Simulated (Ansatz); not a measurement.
CuS: energy above lowest point as volume scale varies

Free energy against uniform scaling of the volume at fixed shape and fractions; periodic cell, basis, potentials, k mesh and filling as listed. The results are calculated, by Ansatz 0.2.0.

The cell before it is scaled or strained (space group Fm-3m, No. 225):
```
CuS
1.0
      0.0000     2.4399     2.4399
      2.4399     0.0000     2.4399
      2.4399     2.4399     0.0000
Cu S
1 1
Direct
  0.00000 0.00000 0.00000
  0.50000 0.50000 0.50000
```

Settings of every row: functional PBEsol; dispersion none; potentials all-electron LAPW; k mesh 10x10x10; k shift 0x0x0; occupations methfessel paxton; smearing width 0.1 eV; spin none.

Limits: coarse k mesh, up to 40 meV an atom off; odd electron count without spin; the cell comes from a prototype or a list of computed structures and needn't be the stable phase.

| row | volume scale | V (Å³/atom) | energy above lowest point (meV/atom) |
| --- | --- | --- | --- |
| 1 | 0.92 | 13.363 | 6.8 |
| 2 | 0.96 | 13.944 | 0 |
| 3 | 1 | 14.525 | ? |
| 4 | 1.04 | 15.106 | 37.7 |
| 5 | 1.08 | 15.687 | 75.1 |

Question: what energy above lowest point should row 3 give?

Worked fit of energy above lowest point. Take u = (V_r/V)^(2/3) − 1 with V_r = 14.525 Å³ an atom, which is twice the finite (Eulerian) strain; such expansions in the strain, on which the Birch-Murnaghan equation of state is built, carry the rest volume and the bulk modulus. The shown rows have u = 0.05716, 0.02759, -0.02581, -0.05001. Least squares give energy above lowest point = 11.57 − 718.4 × u + 11083 × u² meV/atom; a straight line predicts inner rows, each left out in turn, worse (root mean square 18 against 0.5 meV/atom). The rows lie off it by 0.1, -0.2, 0.2, -0.1. Its lowest point lies at u = 0.0324, or V = 13.85 Å³ an atom, and the curvature there gives the bulk modulus at fixed shape and fractions, B = (4/9)(1 + u)² E″(u)/V = 122 GPa. The withheld row has u = 0, so the fit gives 11.57 − 718.4 × (0) + 11083 × (0)² = 11.6 meV/atom.

The calculation gave 11.6 meV/atom. The fit meets it to the printed digit.
